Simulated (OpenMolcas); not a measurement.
How methods differ on GeSiH5Cl (SMILES [SiH3][GeH2][Cl])

The species is GeSiH5Cl (8 atoms), meant as a singlet with charge 0. As SMILES, `[SiH3][GeH2][Cl]`. Geometry: relaxed at PBE0-D4/def2-TZVP.

Quantity: the vertical energy of the triplet above the singlet, in eV. The values are calculated.

```csv
level,kind,program,value (eV),CPU time (all runs)
SVWN5/def2-SVP,LDA,OpenMolcas,5.27,75 s
BLYP/def2-SVP,GGA,OpenMolcas,5.34,2.5 min
revPBE/def2-SVP,GGA,OpenMolcas,5.30,2.5 min
TPSS/def2-SVP,meta-GGA,OpenMolcas,5.43,3.3 min
r2SCAN/def2-SVP,meta-GGA,OpenMolcas,5.48,3.2 min
B3LYP/def2-SVP,global hybrid,OpenMolcas,5.63,2.7 min
BHLYP/def2-SVP,global hybrid,OpenMolcas,6.03,2.5 min
M06-2X/def2-SVP,hybrid meta-GGA,OpenMolcas,5.90,3 min
```

All-electron rows without a relativistic Hamiltonian named are non-relativistic. The values span 5.27 to 6.03 eV. A triplet this far above the singlet is often a Rydberg-like or dissociative state; sets without diffuse functions put Rydberg states too high. CPU times are rough (shared hosts, several kinds of processor): they show what a rung costs within a factor of a few.

All eight functionals place the triplet well above the singlet at this geometry, as expected for a saturated, closed-shell chlorogermane with no low-lying π* level. The triplet must promote an electron from the Si–Ge σ bond or a chlorine lone pair, probably the former since it lies higher, into an orbital with σ* or diffuse character. This costs bonding without any compensating relaxation of the nuclei.

The semi-local functionals stay close together, from 5.27 to 5.48 eV, with both meta-GGAs above the LDA and the GGAs. The hybrids lie higher still, and B3LYP at 5.63 eV is well below BHLYP at 6.03 eV, possibly because exact exchange shifts the balance between the compact bonding level and the more extended acceptor. The share of exact exchange does not order every row, however: M06-2X contains slightly more than BHLYP yet gives 5.90 eV. The singlet preference is therefore robust to the choice of functional, but the vertical gap does not show how far the triplet would fall on relaxation, where Si–Ge or Ge–Cl stretching could lower it considerably.
